**Conventions.** The neutral p base of an npn transistor runs from $x=0$ (emitter edge) to $x=W$ (collector edge). $W$ is the neutral width, smaller than the metallurgical one. The excess electron density is $\delta n=n-n_0$, $V_T=k_BT/q$, $L^2=D\tau$, $u=W/L$. Electrons move toward $+x$, so $qD\,dn/dx$ is negative in forward operation; below, $J=-qD\,dn/dx$, which is $q$ times the particle flux.

**The general statement.** At low injection in a uniform base the drift term is dropped and $D\,\delta n''=\delta n/\tau$. The junction law fixes $\delta n(0)=n_0A$ and $\delta n(W)=n_0B$, with $A=e^{V_{BE}/V_T}-1$, $B=e^{V_{BC}/V_T}-1$:
$$\delta n=n_0\frac{A\sinh\frac{W-x}{L}+B\sinh\frac{x}{L}}{\sinh u},$$
$$J(0)=\frac{qDn_0}{L}\left[A\coth u-\frac{B}{\sinh u}\right],\quad J(W)=\frac{qDn_0}{L}\left[\frac{A}{\sinh u}-B\coth u\right].$$

**What "forward active" discards.** With $B=-1$ and $\coth u-1/\sinh u=\tanh(u/2)$, the brackets become $e^{V_{BE}/V_T}\coth u-\tanh(u/2)$ and $e^{V_{BE}/V_T}/\sinh u+\tanh(u/2)$. Dropping the $\tanh$ terms gives $J(0)=(qDn_0/L)\coth u\;e^{V_{BE}/V_T}$ and the transport factor $\alpha_T=J(W)/J(0)=1/\cosh u$. The collector receives the $1/\sinh$ current, not the $\coth$ one.

**Three sites already contain the sinh.** Put nodes at $0$, $a$, $2a$ with $a=W/2$ and excess densities $\delta_0,\delta_1,\delta_2$. A link carries the flux $(D/a)(\delta_j-\delta_{j+1})$. The middle node owns a cell of width $a$ and loses $a\delta_1/\tau$; each edge node owns half a cell and loses $a\delta_j/2\tau$. With $c=1+a^2/2L^2$ the balance at the middle node is $\delta_0+\delta_2=2c\,\delta_1$. The emitter feeds a link and a half cell, so $J(0)=(qD/a)(c\delta_0-\delta_1)$, and likewise $J(W)=(qD/a)(\delta_1-c\delta_2)$. Eliminating $\delta_1$,
$$J(0)=\frac{qD}{a}\frac{(2c^2-1)\delta_0-\delta_2}{2c},\qquad J(W)=\frac{qD}{a}\frac{\delta_0-(2c^2-1)\delta_2}{2c}.$$
Set $c=\cosh\theta$. Then $1/2c=\sinh\theta/\sinh2\theta$ and $(2c^2-1)/2c=\sinh\theta\coth2\theta$, which is the continuum form with $u\to2\theta$ and $1/L\to\sinh\theta/a$.

**Any number of links.** For $N$ links, $a=W/N$, the recurrence $\delta_{j+1}+\delta_{j-1}=2\cosh\theta\,\delta_j$ is solved by $\sinh j\theta$ and $\sinh(N-j)\theta$. For $\delta_N=0$, in units $J^*=qD\delta_0/W$,
$$\frac{J(0)}{J^*}=N\sinh\theta\coth N\theta,\quad\frac{J(W)}{J^*}=\frac{N\sinh\theta}{\sinh N\theta},\quad\alpha_T=\frac{1}{\cosh N\theta}.$$
Since $\sinh(\theta/2)=u/2N$, one has $N\theta=u(1-u^2/24N^2+\dots)$ and $N\sinh\theta=u\sqrt{1+u^2/4N^2}$. For $u=1$, $N=2$ these are 0.9899 and 1.0308, with $c=1.125$. If the link coefficient $D/a$ is replaced by $(D/L)/\sinh(a/L)$ and the half-cell loss $a/2\tau$ by $(D/L)\tanh(a/2L)$, then $\theta=a/L$ and the chain equals the continuum for every $N$. That equality is by construction, because these coefficients are read off the continuum currents of one slab.

**Comparison at $W=L$** (plain coefficients, zero excess at the collector edge):

| model | $J(0)/J^*$ | $J(W)/J^*$ | $\alpha_T$ | $\delta n(W/2)/\delta n(0)$ |
|---|---|---|---|---|
| straight line | 1 | 1 | 1 | 0.5 |
| $N=1$ | 1.5 | 1 | 0.6667 | no node |
| $N=2$ | 1.3611 | 0.8889 | 0.6531 | 0.4444 |
| $N=4$ | 1.3251 | 0.8605 | 0.6493 | 0.4437 |
| continuum | 1.3130 | 0.8509 | 0.6481 | 0.4434 |

Three sites overestimate the two currents by 3.7 % and 4.5 %.

**Where the textbook short-base formulas sit.** For $W\ll L$, $u\coth u=1+u^2/3+\dots$ and $u/\sinh u=1-u^2/6+\dots$, so both edges carry $qDn_0e^{V_{BE}/V_T}/W$ and the profile is a line. At $u=1$ the emitter current is 31 % above that value and the collector current 15 % below it. The recombination current is the stored charge over $\tau$, $J(0)-J(W)=J^*u\tanh(u/2)=0.4621\,J^*$. The familiar $\alpha_T=1/(1+u^2/2)$ is the $N=1$ chain, a line with triangular charge; its expansion $1-u^2/2$ gives 0.5 here and should not be used.

**$n_0$ in SiC is $n_i^2/p_0$, not $n_i^2/N_A$.** At 300 K, $V_T=25.852$ mV. The compiled gap of 4H-SiC is 3.26 eV (Deguchi 2016, temperature not stated; used here at 300 K). Typical or assumed inputs, all of them: $N_c=1.7\times10^{19}$ and $N_v=2.5\times10^{19}$ cm$^{-3}$; uncompensated Al doping $N_A=2\times10^{17}$ cm$^{-3}$ with ionization energy $E_A=0.20$ eV and degeneracy $g=4$; $D=15$ cm$^2$/s along the current direction; $W=L=1$ µm. Then $n_i=\sqrt{N_cN_v}\,e^{-E_g/2k_BT}=8.5\times10^{-9}$ cm$^{-3}$. Neutrality reads $p_0^2/(N_A-p_0)=(N_v/g)e^{-E_A/k_BT}=2.7\times10^{15}$ cm$^{-3}$, so $p_0=2.2\times10^{16}$ cm$^{-3}$, 11 % of $N_A$, and $n_0=3.3\times10^{-33}$ cm$^{-3}$. Using $N_A$ would lower every current by a factor 9.1. Gap narrowing is ignored; it rescales $n_0$ and, in a uniform base, leaves the table unchanged.

**The model's currents.** At a junction voltage $V_{BE}=2.80$ V, $e^{V_{BE}/V_T}=1.1\times10^{47}$, so the dropped $\tanh$ terms are irrelevant. Then $\delta n(0)=3.6\times10^{14}$ cm$^{-3}$ and $J^*=8.7$ A/cm$^2$. The continuum gives $J(0)=11$, $J(W)=7.4$ and a recombination current of 4.0 A/cm$^2$.

**Size of what was neglected.** Low injection is judged against $p_0$: $\delta n(0)/p_0=1.6$ %, the order of both the drift term and the shift of the edge density. Electrons leave at finite speed, so $\delta n(W)/\delta n(0)$ is of order $D/Wv_s=0.0075$ for a typical saturation velocity $v_s=2\times10^7$ cm/s. Both are small beside the 15 % and 31 % effects, but they limit the currents to two figures; the four decimals of the table compare the mathematical models only.

**What $L=W$ means for gain.** It implies $\tau=L^2/D=0.67$ ns, and base recombination alone caps the current gain at $\alpha_T/(1-\alpha_T)=1/(\cosh u-1)=1.8$. Hole injection into the emitter and recombination in the depletion layer or at the surface lower it further. This is the model's number: 4H-SiC power transistors typically reach gains of several tens, more than ten times higher. A cap of 50 with the same $W$ and $D$ needs $u=0.20$, that is $L=5.0$ µm and $\tau=17$ ns, where the edge currents lie only 1.3 % above and 0.7 % below the straight-line value.